# Which level for the ionisation energy of a substituted thioborane?

## The finding

An orbital energy can be wrong by nearly 3 eV and still give the effect of a substituent to about 0.1 eV. In this series, −HOMO from B3LYP or PBE0 is useless as an absolute ionisation energy but good for shifts. The B3LYP energy difference between cation and neutral behaves the other way: its absolute values are far better, its shifts worse.

Three sizes are worth remembering: 3 eV for the error of a global hybrid's −HOMO, 1 eV for the correlation that Hartree–Fock misses, and 0.1 to 0.3 eV for what remains at the better density-functional levels.

One limit comes first. Errors here are relative to a CCSD(T) estimate, not to experiment, and the coupled-cluster cation starts from whichever Hartree–Fock solution was reached. If that solution holds the hole in the wrong orbital, the reference is too high. The functionals also use a finite basis while the reference estimates the basis-set limit, so a small part of each difference may come from the basis. That limit can be estimated in two ways. The focal-point route extrapolates Hartree–Fock and MP2 correlation from triple and quadruple zeta and adds CCSD(T) less MP2 from triple zeta alone. It reproduces all six reference values to the digits shown. The direct route extrapolates CCSD(T) itself. It was taken for both neutral and cation of the parent, the hydroxy and the amino compound, only for the neutrals of the fluorine and chlorine compounds, and not at all for the methyl compound. For the parent the two routes put the total energies about 0.1 eV apart, but this cancels between cation and neutral, and the ionisation energies agree within 0.01 eV. Elsewhere that cancellation is likely, but it isn't checked here. The routes mustn't be mixed within one molecule: for fluorine, a direct neutral with a focal-point cation would give 10.93 instead of 11.03 eV. B3LYP is the form with VWN-RPA correlation; another form would move its absolute values, perhaps by as much as its smaller errors here. Each molecule is a single conformer, not always the lowest, which matters more for a comparison with experiment than for one between levels.

Vertical ionisation energies of isolated molecules *BS (SMILES, with the group in place of *), computed with Ansatz 0.2.0 at the neutrals' PBE0-D4/def2-TZVP geometries, cations unrestricted. CCSD(T) is a frozen-core estimate of the basis-set limit. All six values are reproduced by the focal-point route: Hartree–Fock and MP2 correlation are extrapolated from def2-TZVPP and def2-QZVPP, and CCSD(T) less MP2 comes from def2-TZVPP alone. For the parent, the hydroxy and the amino compound, CCSD(T) itself was also extrapolated for both neutral and cation. The HF column and the functionals use def2-TZVPP. Hydrogens are implicit in the SMILES. Electronegativities are Pauling's.

```tsv
group *	formula	binding atom	its electronegativity	CCSD(T) ionisation energy (eV)	-HOMO, LC-wPBE (eV)	-HOMO, B3LYP-D4 (eV)	-HOMO, PBE0-D4 (eV)	cation less neutral, B3LYP-D4 (eV)	cation less neutral, HF (eV)
*H	BH3S	H	2.200	11.08	11.20	8.22	8.48	11.03	9.66
*C	CH5BS	C	2.550	10.63	10.81	7.85	8.10	10.51	9.28
*N	BH4NS	N	3.040	9.74	9.90	6.93	7.18	9.47	8.64
*Cl	BClH2S	Cl	3.160	10.83	11.01	8.05	8.32	10.60	9.65
*O	BH3OS	O	3.440	10.53	10.64	7.64	7.90	10.39	9.34
*F	BFH2S	F	3.980	11.03	11.09	8.10	8.36	10.94	9.76
```

## Two rows side by side

Take the parent molecule, with hydrogen on boron, and the amino compound. By the focal-point route, CCSD(T) gives 11.08 and 9.74 eV, so the amino group lowers the ionisation energy by 1.34 eV, the largest effect in the series.

| Level | Error, H (eV) | Error, NH₂ (eV) | Shift from H to NH₂ (eV) |
|---|---|---|---|
| −HOMO, LC-wPBE | +0.12 | +0.16 | −1.30 |
| −HOMO, B3LYP | −2.86 | −2.81 | −1.29 |
| Cation less neutral, B3LYP | −0.05 | −0.27 | −1.56 |
| Cation less neutral, HF | −1.42 | −1.10 | −1.02 |

What spoils a shift is the change of the error between two molecules, not its size. The B3LYP orbital energy carries a huge error that hardly changes. The B3LYP energy difference carries a small one that grows fivefold.

## Why −HOMO is too low by a constant

Let $f$ be the occupation of the highest orbital and $\varepsilon(f)$ its energy. Janak's relation gives the energy needed to empty it:

$$I=-\int_0^1 \varepsilon(f)\,df .$$

With the exact functional, $\varepsilon$ stays constant while the electron is removed, and $I=-\varepsilon(1)$. In an approximate functional the electron partly repels itself. This repulsion fades as the orbital empties, so the level sinks. If it sinks linearly, $\varepsilon(f)=\varepsilon(1)-U(1-f)$, and

$$I=-\varepsilon(1)+U/2 .$$

For the parent, the two B3LYP columns give $U/2=11.03-8.22=2.81$ eV. This defines $U$; it doesn't test the straight line. It does show that almost the whole error of −HOMO disappears once the cation is computed explicitly.

Theory says that $U$ depends mainly on how compact the emptied orbital is. Substituents that leave the hole on much the same atoms should therefore leave the error much the same.

## One estimate in full

Suppose that CCSD(T) is affordable only for the parent. Its B3LYP −HOMO needs a correction of $11.08-8.22=2.86$ eV. Adding this to the amino compound's value gives

$$6.93+2.86=9.79\ \text{eV},$$

which is 0.05 eV above the focal-point CCSD(T) result. The amino row played no part in the calibration.

Scaling instead of shifting gives $6.93\times 11.08/8.22=9.34$ eV, which is 0.40 eV too low. The whole series agrees: when −HOMO is fitted to the CCSD(T) values with one constant, an offset leaves a root-mean-square misfit in −HOMO of 0.06 eV and a common factor 0.11 eV. When each molecule in turn is predicted from the offset of the other five, the worst miss is 0.11 eV, for fluorine.

## What exact exchange changes

Exact exchange cancels self-repulsion, so more of it should raise −HOMO. In the simplest model the error is proportional to $1-a$, where $a$ is the fraction of exact exchange: 0.20 in B3LYP and 0.25 in PBE0. For the parent the predicted gain is

$$2.86\times\frac{0.05}{0.80}=0.18\ \text{eV}.$$

The table gives 0.26 eV. The direction is right, but the model misses roughly a third of the step in every row. Two causes are plausible. The functionals also differ in their semilocal parts. And the model assumes no error at full exact exchange. Hartree–Fock itself comes close to that for the parent: further output puts its −HOMO at 11.03 eV, 0.05 eV below CCSD(T). But a hybrid with full exact exchange would keep its semilocal correlation, which lowers the level further, so it could overshoot. The table can't separate the two.

LC-wPBE uses full exact exchange at long range, where a departing electron would otherwise feel too weak an attraction. Its −HOMO lies about 2.7 eV above that of PBE0 in every row and ends 0.06 to 0.18 eV above CCSD(T). Whether this small excess comes from the functional, or partly from its finite basis or the focal-point estimate of the reference, is open.

## Why the energy difference does worse on shifts

The B3LYP energy difference is too low in every row, most for the amino group (0.27 eV) and chlorine (0.23 eV). These two rows also have the smallest $U/2$, near 2.5 eV. The two facts compensate, because the error of −HOMO is the error of the energy difference minus $U/2$:

- H: $-0.05-2.81=-2.86$ eV
- NH₂: $-0.27-2.54=-2.81$ eV

A known weakness of such functionals offers an explanation. They make a spread-out hole too stable. As a hole spreads, the curvature $U$ falls, but the error moves into the cation's energy instead of vanishing. Nitrogen and chlorine hold their lone pairs less tightly than oxygen and fluorine do, so they could share the hole with sulfur more easily. That they do so here is a guess, since no column locates the hole. The methyl row fits less well: it has no lone pair to share, yet its $U/2$ is smaller than that of the hydroxy compound.

A reference cation in too high a state would also make B3LYP look too low. For the amino row this seems less likely: all three −HOMO columns would then show an unusually negative error there, and none does. That is an indication, not a proof. Further output also shows that the amino and chlorine cations have the largest T1 diagnostics of the series, and that the amino cation's Hartree–Fock solution is the most spin-contaminated. The reference is thus least secure just where B3LYP looks worst.

## What Hartree–Fock misses

Hartree–Fock is 1.10 to 1.42 eV too low. The neutral molecule has one more electron to correlate than the cation, and leaving correlation out penalises the neutral more. The missing part isn't constant, so Hartree–Fock puts CH₃ below OH and F above H, both against CCSD(T). Nor does it follow the electron count: the parent has the fewest valence electrons and the largest error.

Further output of the same calculation shows the steps for the hydroxy compound. HF and MP2 are extrapolated here, while the steps beyond MP2 come from triple zeta alone:

| Level | Ionisation energy (eV) | Less CCSD(T) (eV) |
|---|---|---|
| HF | 9.34 | −1.19 |
| MP2 | 10.62 | +0.09 |
| CCSD | 10.48 | −0.05 |
| CCSD(T) | 10.53 | 0 |

MP2 recovers slightly too much, CCSD slightly too little. In the other rows MP2 is too high as well, from about 0.05 eV for the parent to about 0.16 eV for the amino compound. The triples step is 0.05 eV here, about 1 kcal/mol. In the parent it is 0.11 eV at triple zeta and 0.13 eV when extrapolated. So it can't be dropped if that is the accuracy wanted, and its own basis-set error can matter too.

## Choosing a level

**Ranking.** Any of the three −HOMO columns gives the CCSD(T) order from one calculation on the neutral. H and F differ by only 0.05 eV, less than the scatter of the errors, so their correct order is no evidence of reliability.

**Shifts to about 0.1 eV.** Use −HOMO, with LC-wPBE slightly ahead. Relative to the parent, the largest errors are 0.06 eV for LC-wPBE, 0.08 eV for B3LYP and 0.09 eV for PBE0. Between two arbitrary members they can reach 0.12 to 0.16 eV. The B3LYP energy difference reaches 0.22 eV and Hartree–Fock 0.32 eV.

**Absolute values to 0.2 or 0.3 eV.** LC-wPBE −HOMO suffices, as does the B3LYP energy difference. A global hybrid's −HOMO will also do if one member has been calibrated.

**About 0.04 eV, or 1 kcal/mol.** No density-functional column reaches this throughout. Coupled cluster with triples is the candidate, after checking which orbital holds the hole in the cation and how the basis-set limit is estimated. At this accuracy the focal-point route is checked here against direct extrapolation only for the parent. The hydroxy and amino compounds have the direct results needed for the same test; the other three lack them for the cation.

Cost follows the same order. −HOMO needs one self-consistent calculation, an energy difference two. The formal cost of MP2 grows as the fifth power of system size, CCSD as the sixth and the triples as the seventh: doubling the molecule multiplies them by about 32, 64 and $2^7=128$.

## Guessing a neighbouring case

Electronegativity alone doesn't order the series: fluorine lies beside hydrogen, and nitrogen is lowest. A likely reason is donation of a lone pair into boron's empty p orbital, which pushes up the occupied level shared with sulfur. Nitrogen donates best and fluorine holds its electrons tightly, in line with the rise from NH₂ through OH to F. Chlorine fits only in part: it is barely more electronegative than nitrogen, yet it lowers the ionisation energy by just 0.25 eV, perhaps because its larger lone-pair orbital overlaps less with boron's. Methyl fits badly: it has no lone pair, yet it lowers the ionisation energy by 0.45 eV, nearly as much as OH. Something else, perhaps donation from its C–H bonds, must act there.

On this picture, a stronger donor should lower the ionisation energy further. −HOMO plus the offset should follow it as long as the hole doesn't move mainly onto the donor, while the B3LYP energy difference would probably exaggerate the drop. The output below gives the errors row by row, and the fits.

The analysis program printed:

```
rounding of a difference: max 0.01, rms 0.004 eV; 1 kcal/mol = 0.043 eV
CCSD(T) span 1.34 eV; order N < O < C < Cl < F < H
error vs CCSD(T), eV:       H      C      N     Cl      O      F | mean, spread, worst
  LC-HOMO               +0.12  +0.18  +0.16  +0.18  +0.11  +0.06 | +0.14 0.12 C
  B3-HOMO               -2.86  -2.78  -2.81  -2.78  -2.89  -2.93 | -2.84 0.15 F
  PBE0-HOMO             -2.60  -2.53  -2.56  -2.51  -2.63  -2.67 | -2.58 0.16 F
  B3-dSCF               -0.05  -0.12  -0.27  -0.23  -0.14  -0.09 | -0.15 0.22 N
  HF-dSCF               -1.42  -1.35  -1.10  -1.18  -1.19  -1.27 | -1.25 0.32 H
error models (eV): rms offset | factor, rms proportional | leave-one-out offset rms, max | free slope
  LC-HOMO    0.043 | 1.013 0.046 | 0.052 0.090 (F) | 0.96
  B3-HOMO    0.056 | 0.733 0.112 | 0.068 0.106 (F) | 0.95
  PBE0-HOMO  0.056 | 0.758 0.107 | 0.067 0.104 (F) | 0.96
  B3-dSCF    0.077 | 0.986 0.082 | 0.092 0.144 (N) | 1.13
  HF-dSCF    0.108 | 0.882 0.079 | 0.130 0.202 (H) | 0.83
shift from H, eV (same column order) | rms, max error of shift | swapped pairs
  CCSD(T)     +0.00  -0.45  -1.34  -0.25  -0.55  -0.05
  LC-HOMO     +0.00  -0.39  -1.30  -0.19  -0.56  -0.11 | 0.05 0.06 | none
  B3-HOMO     +0.00  -0.37  -1.29  -0.17  -0.58  -0.12 | 0.06 0.08 | none
  PBE0-HOMO   +0.00  -0.38  -1.30  -0.16  -0.58  -0.12 | 0.06 0.09 | none
  B3-dSCF     +0.00  -0.52  -1.56  -0.43  -0.64  -0.09 | 0.14 0.22 | none
  HF-dSCF     +0.00  -0.38  -1.02  -0.01  -0.32  +0.10 | 0.22 0.32 | H/F C/O
B3LYP dSCF less -HOMO = U/2, eV:  +2.81  +2.66  +2.54  +2.55  +2.75  +2.84 | mean 2.69, U mean 5.4
PBE0 less B3LYP -HOMO, eV:        +0.26  +0.25  +0.25  +0.27  +0.26  +0.26 | mean 0.26
(1-a) model step, eV:             +0.18  +0.17  +0.18  +0.17  +0.18  +0.18 | mean 0.18, misfit 0.08
error ratio PBE0/B3LYP 0.909, model 0.938
two-point extrapolated a of zero error 0.71 to 0.76 (GGA parts differ, not robust)
LC-wPBE less PBE0 -HOMO, eV:      +2.72  +2.71  +2.72  +2.69  +2.74  +2.73
B3LYP dSCF less HF dSCF, eV:      +1.37  +1.23  +0.83  +0.95  +1.05  +1.18
r(dSCF err, U/2) 0.92; r(dSCF err, HF err) -0.89 (shared columns, 6 points)
correlation share, % of IE:        12.8   12.7   11.3   10.9   11.3   11.5
share for H (12 valence e) 1.42 eV; mean of the 18 e rows 1.22 eV
IE vs electronegativity: r all -0.01; N,O,F slope 1.35 eV/unit, r 0.98
further output, OH row IE (eV; error): HF 9.34 (-1.19), MP2 10.62 (+0.09), CCSD 10.48 (-0.05), CCSD(T) 10.53 (+0.00)
  MP2 share: same spin 0.35, opposite spin 0.93 eV (73 %); T1 cation 0.022, neutral 0.013
```
